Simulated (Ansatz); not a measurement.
## Breaking a bond in CH3B (SMILES B[CH])

CH3B: 5 atoms, total charge 0, spin state triplet. SMILES: `B[CH]`. The coordinates come from a GFN2-xTB relaxation.

| atom | x (Å) | y (Å) | z (Å) |
| --- | --- | --- | --- |
| B | -0.3524 | -0.4014 | -0.0714 |
| C | 0.5075 | 0.7795 | -0.1420 |
| H | -0.3085 | -1.1182 | 0.8668 |
| H | -1.1046 | -0.6727 | -0.9314 |
| H | 1.2581 | 1.4128 | 0.2779 |

The B1–C2 distance is scanned; the parts on either side stay rigid. Basis STO-3G, 2 core orbitals frozen in the correlated methods; program Ansatz 0.2.0. FCI is exact within this basis and core. Energies in eV from each method's value at 1.463 Å; open shells run as named; a dash marks a point that is missing or didn't converge. The shape above is that at 1.463 Å.

```
distance (Å)  UBHLYP  U-r2SCAN0  U-wB97X  UCCSD(T)  UCCSDTQ   FCI
       1.463    0.00       0.00     0.00      0.00     0.00  0.00
       1.828    1.37       1.36     1.34      1.07     1.06  1.06
       2.194    3.82       3.79     3.79      3.22     3.20  3.20
       2.925    6.38       6.51     6.66      5.68     5.64  5.63
       3.657    6.55       6.86     6.91      6.00        –  6.00
```

Departure from the FCI curve at its largest: UBHLYP +0.75 eV at 2.92 Å; U-r2SCAN0 +0.87 eV at 2.92 Å; U-wB97X +1.03 eV at 2.92 Å; UCCSD(T) +0.05 eV at 2.92 Å; UCCSDTQ within 0.005 eV. For the functionals part of the departure is owed to the small basis.

The exact curve climbs most steeply at intermediate stretch, where the overlap that holds the B–C σ pair together is lost. In triplet H2B–CH, the carbene-like carbon carries two unpaired electrons, one of which can delocalise into the formally empty boron p orbital. This partial π bonding probably explains the short starting distance and adds to the cost of separation.

UCCSD(T) deviates most at 2.92 Å, where the σ pair is recoupling into electrons localised on the two fragments and bonding and antibonding configurations compete. It rejoins FCI at 3.657 Å, as expected once an unrestricted reference can describe the separated radicals. The functionals instead remain too high there, so their error is not confined to the recoupling region; probably they credit the intact bond with more dynamic correlation than the minimal orbital space can express. FCI still rises from 5.63 to 6.00 eV over the last interval, so the scan does not establish a converged dissociation limit.
